## A small dipole made of large parts: sulfur tetrafluoride

Sulfur tetrafluoride has the shape of a see-saw. Two axial fluorines lie almost opposite each other across sulfur, and two equatorial ones are spread apart on one side. The fifth place around sulfur, opposite the equatorial pair, belongs to a lone pair of electrons. The table compares the dipole moment of this molecule at several levels of theory, all for the same fixed structure.

Dipole moment of an isolated SF₄ molecule (neutral, singlet), computed with Hartree–Fock and Kohn–Sham DFT in OpenMolcas and with GFN0-xTB and GFN1-xTB in xtb. All levels use the same fixed PBE0-D4/def2-TZVP geometry. The dipole error is the computed minus the measured value (0.63 debye).

```tsv
level (program)	reference determinants	relativity	dipole moment (debye)	dipole error (debye)
B3LYP 6-31G(d) (OpenMolcas)	RKS	none	0.648	0.020
HF STO-3G (OpenMolcas)	RHF	none	0.653	0.020
revPBE 6-311+G(d,p) (OpenMolcas)	RKS	none	0.770	0.140
TPSS 6-311+G(d,p) (OpenMolcas)	RKS	none	0.792	0.160
PBE 6-311+G(d,p) (OpenMolcas)	RKS	none	0.793	0.160
r2SCAN 6-311+G(d,p) (OpenMolcas)	RKS	none	0.809	0.180
BLYP 6-311+G(d,p) (OpenMolcas)	RKS	none	0.858	0.230
BHLYP 6-311+G(d,p) (OpenMolcas)	RKS	none	1.045	0.420
GFN0-xTB (xtb)	n/a	n/a	1.060	0.430
HF 6-311+G(d,p) (OpenMolcas)	RHF	none	1.131	0.500
GFN1-xTB (xtb)	n/a	n/a	1.198	0.570
HF 3-21G (OpenMolcas)	RHF	none	1.577	0.950
```

The dipole error is the computed moment less the measured one, 0.63 D, rounded to two decimals; the final zero carries no information. RHF and RKS stand for closed-shell Hartree–Fock (HF) and Kohn–Sham calculations, in which all electrons are paired.

### 1. Which end of the molecule is positive?

The symmetry of the see-saw leaves the dipole only one line to lie on, the axis that passes through sulfur and midway between the two equatorial fluorines. What a calculation has to decide is the sign and the length. In every row the dipole, drawn from minus to plus, points from the equatorial fluorines towards sulfur and on to the lone-pair side. The fluorine side is thus the negative end.

This is the sign that polar S–F bonds would give, since fluorine attracts electrons more strongly than sulfur does. A lone pair alone would give the opposite sign, because it puts negative charge on the far side of sulfur. The bonds win at all levels, and the levels differ only in how clearly they win.

### 2. Why is the dipole so small if the bonds are so polar?

A crude model shows how small it is. Put a charge −q on each fluorine and +4q on sulfur. With **r** for the positions of the atoms, the dipole is

μ = q · |4**r**(S) − Σ**r**(F)|.

The distance between the bars is about 2.2 Å in this structure. The two axial bonds nearly cancel, so about 90% of it comes from the equatorial pair. One elementary charge times one ångström is about 4.8 D, and with unrounded numbers the model gives 10.45 D for each elementary charge of q.

The measured dipole then corresponds to q = 0.63/10.45, or 0.06 of an elementary charge. That is far too little for a bond between sulfur and fluorine, where chemical experience suggests several tenths. Charges of that size would give a dipole of a few debye. The model leaves out the lone pair, and standard bonding theory says that its dipole opposes that of the bonds. What remains is a small difference between two larger terms.

This cancellation explains why the molecule is a hard test. An error of 0.1 D amounts to a shift of only about 0.01 of an elementary charge on each fluorine. A method may describe the bonds quite well and still miss the dipole by a large percentage. The fitted-looking value of q is only a way to translate debyes into charge; it is not the charge of a fluorine atom.

### 3. What does more exact exchange do?

Three rows in the same basis set, 6-311+G(d,p), answer this. BLYP contains no exact exchange and gives 0.858 D. BHLYP, with one half, gives 1.045 D, and Hartree–Fock, with exact exchange in full, gives 1.131 D. The dipole rises along the series and moves away from the measured value.

The likely cause lies in how the methods treat an electron's repulsion with itself. Semilocal functionals such as BLYP remove this false repulsion only in part, so electrons spread out too readily and some density leaks from fluorine back towards sulfur. Exact exchange removes it, and the electrons are held more firmly on the fluorines. Hartree–Fock goes too far in this direction, because it also lacks the correlation that usually softens the polarity of a bond. The table shows the rise of the total dipole; the division into bond and lone-pair terms is an argument from theory.

A familiar rule says that Hartree–Fock exaggerates dipoles and that semilocal functionals make them too small. Here only the first half holds. All five semilocal functionals in this basis lie above experiment, by 22 to 36% of the measured value. The rule describes the order of the methods well, but it doesn't say where the measured value falls among them.

### 4. Is B3LYP the best functional in the table?

Its dipole is within 0.02 D of experiment, closer than that of any other functional. But B3LYP is the only functional used with the smaller basis 6-31G(d), so two settings change at once. A fair comparison needs its value in the larger basis, and the neighbouring rows allow an estimate.

B3LYP contains 20% exact exchange, which is two fifths of the way from BLYP to BHLYP. If the dipole grows evenly with the share of exact exchange, then

μ(B3LYP) ≈ 0.858 + 0.4 × (1.045 − 0.858) ≈ 0.93 D.

The B3LYP row played no part in this estimate. A line drawn from BLYP to Hartree–Fock instead gives 0.91 D. That second line can be tested on BHLYP, which it puts 0.05 D too low. The dipole thus doesn't follow this line exactly, and part of the miss may arise because Hartree–Fock also lacks correlation.

The computed B3LYP value, 0.648 D, lies nearly 0.3 D below these estimates. The semilocal part of B3LYP differs somewhat from that of BLYP, but all five semilocal functionals together span only 0.09 D. The small basis is therefore the likely source of most of the gap. The good agreement is best read as errors that offset each other. The small basis lowers the dipole, while something else raises it: the functional, the lack of further d functions on sulfur, the fixed atoms, or several of these together.

### 5. Why does the poorest basis set do so well with Hartree–Fock?

STO-3G is a minimal basis, with just one function for each occupied atomic shell orbital. Its dipole of 0.653 D is almost exact. The larger 3-21G basis then gives 1.577 D, the worst value in the table, and 6-311+G(d,p) comes back to 1.131 D. An approach to the right answer would not begin there, leave it and return only part of the way.

The swing has a plausible explanation in what each basis lets the electrons do. In STO-3G the orbitals have a fixed size, so fluorine can't expand to hold extra charge, and the bonds stay less polar than they should. In 3-21G the valence orbitals can change size and charge can flow to fluorine. Yet sulfur still has no d functions, which would let its density bend towards the fluorines and share their electrons. The largest basis supplies such functions, and the exaggerated polarity falls.

The forces on the atoms support the view that the good STO-3G result is an accident. At the common structure, which was optimised with a hybrid functional, the force on sulfur is about twelve times as large in STO-3G as in Hartree–Fock with the largest basis. The minimal basis wants a markedly different molecule. A small force is no guarantee of a good dipole, however: Hartree–Fock in the largest basis has a small one and still overshoots experiment by about 80%.

### 6. Would the dipole change if the diffuse functions were left out?

The plus sign in 6-311+G(d,p) stands for diffuse functions, broad orbitals that describe the outer fringe of the electron cloud. They matter most for atoms that carry negative charge, here the fluorines. In a compact basis that charge is cramped, and part of it settles closer to sulfur. Leaving the diffuse functions out would therefore probably lower the dipole.

The B3LYP estimate points the same way, since the basis without diffuse functions gives the smaller value. It doesn't prove the case, because the two bases also differ in how finely they divide the valence shell and in the shape of their d functions. The clean experiment is one functional in 6-311G(d,p) with and without the plus.

A lower dipole would also bring these functionals nearer to experiment, but that would be no reason to drop the diffuse functions. It would repeat the bargain of question 4. A sounder direction is to add more d functions on sulfur, including compact ones, which sulfur bound to several fluorines is known to need. How much of the common overshoot they would remove is an open question here.

### 7. What would change with other atoms around the centre?

Add two fluorines in place of the lone pair and the molecule becomes SF₆, a regular octahedron. Its dipole is zero by symmetry, whatever the polarity of its bonds. Every level in the table would give that zero, the minimal basis included. Perfect agreement there would say nothing about the quality of a method.

The pair NH₃ and NF₃ shows the other side of the argument. In ammonia the bonds make nitrogen negative, so bond dipoles and lone pair point the same way and add up to a sizeable moment. In NF₃ the bonds are reversed, the two terms oppose each other, and the moment is small. SF₄ belongs with NF₃. The rule for a neighbouring case is to draw both arrows first: where they oppose each other, the percentage error of a method will tend to be large.

### 8. Which digits can be trusted?

The sign is the firmest result, since all levels agree on it, though the measured value used here is only a length and can't confirm it. The first decimal is far less certain. In the one large basis, the choice among semilocal functionals already moves the dipole by about 0.1 D, and the step to Hartree–Fock moves it by a few tenths. The difference of 0.001 D between PBE and TPSS is numerically real but says nothing about which functional is better.

The comparison with experiment has its own limit, since the atoms are held fixed while a real molecule vibrates. With so much cancellation, a slight change in the average angles or bond lengths can matter. The overshoot thus shouldn't be charged to the functionals alone. The two xTB rows add no evidence on this point: they are valence models with fitted parameters, and their place in the table reflects that fitting as a whole and can't be traced to a share of exchange or to a basis alone.

SF₄ occurs as a fragment in the SF₆ plasmas that etch silicon for electronic devices. Its permanent dipole sets one part of the force between the molecule and a distant ion, and a dipole that is a quarter too large makes that part a quarter too strong at a given distance and orientation. The ion also induces a dipole in the molecule, which adds an attraction of its own. The etch rate depends on bond breaking and surface reactions, which this table doesn't describe.
